If electron and hole did not interact, each row would be a difference between a conduction and a valence level at one point of the k mesh, plus the scissors shift that widens the gap. This calculation adds one interaction to that limit, the electron–hole exchange (local fields), and omits their screened attraction.

Excitons of zinc-blende ZnSe, computed with GPAW 26.7.0 from the Bethe–Salpeter equation in RPA mode (electron–hole exchange only) on LDA levels without spin–orbit coupling. The runs use a 6x6x6 k mesh, 6 valence and 2 conduction bands, a 40 eV response cutoff and a scissors shift of 1.49 eV. Weights are for light polarised along z.

| row | exciton energies (eV) | exciton weights |
| --- | --- | --- |
| 1 | 2.537 | 0.557 |
| 2 | 2.537 | 0.622 |
| 3 | 2.537 | 0.247 |
| 4 | 4.112 | 0.000 |
| 5 | 4.112 | 0.000 |
| 6 | 4.112 | 0.000 |
| 7 | 4.112 | 0.000 |
| 8 | 4.112 | 0.000 |
| 9 | 4.113 | 0.000 |
| 10 | 4.113 | 0.000 |
| 11 | 4.113 | 0.000 |
| 12 | 4.113 | 0.000 |
| 13 | 4.113 | 0.002 |
| 14 | 4.113 | 0.000 |
| 15 | 4.117 | 0.000 |
| 16 | 4.117 | 0.000 |
| 17 | 4.117 | 0.318 |
| 18 | 4.117 | 0.749 |
| 19 | 4.117 | 0.077 |
| 20 | 4.673 | 0.000 |
| 21 | 4.673 | 0.000 |
| 22 | 4.673 | 0.000 |
| 23 | 4.673 | 0.000 |
| 24 | 4.673 | 0.000 |

### Rows 1–3: why are three energies equal?

The energy is that of the direct gap plus scissors, 2.534 eV, to within a few meV. In zinc-blende ZnSe this gap lies at Γ, where the valence top consists of three equivalent p-like states and the conduction minimum is a single s-like state. Three transitions therefore share one energy. Any mixture of the three is an equally good solution, so their separate exciton weights are arbitrary and only the sum, 1.426, has a meaning.

### Rows 1–3: is this a bound exciton?

No. A bound exciton lies below the gap, whereas these states lie 2.4 meV above it, which is why the run reports a negative binding. Exchange is repulsive and pushes them up. For a transition at a single k point this push falls as one over the number of points: a 12x12x12 mesh should leave about 0.3 meV, and an infinitely fine one none. Real binding in ZnSe, roughly 20 meV, comes from the attraction that is left out here.

### Rows 3–4: why is there a jump of 1.575 eV?

The crystal absorbs throughout this interval, but the excitations were computed on a 6x6x6 mesh, which has no point between Γ and its nearest neighbours. If the transition energy rose as $k^2$, the first step would shrink as the square of the mesh spacing. A step of 0.1 eV, the broadening used, would then take about 24 divisions along each direction. The true number is probably higher, because above the small LDA gap the conduction band should rise more slowly than $k^2$ away from Γ. An absorption edge drawn from the present mesh would show a false gap.

### Rows 4–19: why sixteen states, most of them dark?

Γ has eight nearest mesh points, all along the body diagonals of the cube, and at each the two upper valence bands are degenerate. Eight times two gives sixteen; this assignment rests on counting. Without exchange all sixteen would coincide, but exchange couples the points and sorts the states by symmetry within 5 meV. Only two of the resulting sets, both triplets, have the symmetry of a dipole. In rows 17–19 the contributions of opposite k points add up, while in rows 12–14 they nearly cancel. A zero weight here thus marks a cancelling combination, not a k point where light is absorbed weakly.

### Rows 15–19: does exchange raise only the bright states?

It does not. The dark pair in rows 15 and 16 lies 4.4 meV above row 4, almost as high as the bright triplet. The likely reason is that a transition charge without a net dipole can still have a large Coulomb energy inside the unit cell. Brightness measures the dipole alone.

### Rows 1–19: why do eight points carry less weight than one?

The sixteen states together carry only 0.80 times the weight of rows 1–3. Suppose that a weight is a squared dipole, $p^2/\Delta E^2$, with $p$ the momentum matrix element and $\Delta E$ the transition energy. At Γ the three p-like states together supply the full strength for any polarisation. On a body diagonal the two upper bands hold only the p orbitals perpendicular to $k$, which leaves 2/3 of the strength for light polarised along a cube axis.

With constant $p$ and the uncorrected energies, 1.044 eV at Γ and 4.112 − 1.49 = 2.622 eV at the eight points, the ratio is

$$8\times\frac{2}{3}\times\left(\frac{1.044}{2.622}\right)^2\approx 0.85 .$$

In this model the higher transition energy, which enters squared, outweighs the greater number of points. The estimate is about 5% above the computed ratio, which did not enter it. Energies that include the scissors would give 2.03, far too much, as the printed output shows. The comparison favours weights built on the uncorrected levels but does not settle it, since $p$ may itself change away from Γ and the run's optical matrix elements are incomplete and not converged. If this reading is right, a different scissors value would move the energies and leave the weights alone.

### Rows 1–24: which digits can be trusted?

The list ends at row 24, perhaps inside a degenerate set, so five zero weights do not make that whole set dark. The energies are not converged in bands, cutoffs and mesh. The scissors supply 59% of the lowest one, and changing them by 0.1 eV moves every row by 0.1 eV. Spin–orbit coupling, absent here, would split the threefold valence top by roughly 0.4 eV and raise its upper part by about 0.13 eV, some fifty times the exchange shift in row 1. The millielectronvolt spacings therefore show how exchange acts on this particular mesh, while as predictions for real ZnSe the energies are uncertain by a few tenths of an eV, so that already their first decimal is in doubt.

The analysis program printed:

```
Kohn-Sham gap plus scissors (eV): 2.534
lowest excitation above gap plus scissors (meV): 2.412
same shift expected on a 12x12x12 mesh if it falls as 1/N_k (meV): 0.3015
scissors as share of the lowest excitation energy (percent): 58.73
jump from rows 1-3 to row 4 (eV): 1.575
least mesh divisions for a first step of 0.1 eV, quadratic scaling: 23.81
number of states in the second group: 16
spread of the second group (meV): 5
dark pair rows 15-16 above row 4 (meV): 4.4
summed weight rows 1-3: 1.426
summed weight rows 12-14: 0.002
summed weight rows 17-19: 1.144
share of rows 17-19 in the weight of the second group (percent): 99.83
weight ratio second group to rows 1-3, computed: 0.8036
weight ratio, model with Kohn-Sham denominators: 0.8461
weight ratio, model with scissors-corrected denominators: 2.026
squared momentum element relative to Gamma needed with Kohn-Sham denominators: 0.9498
squared momentum element relative to Gamma needed with corrected denominators: 0.3967
rise of the valence top by spin-orbit coupling, rough (eV): 0.1333
rough measured gap less corrected gap (eV): 0.2655
```
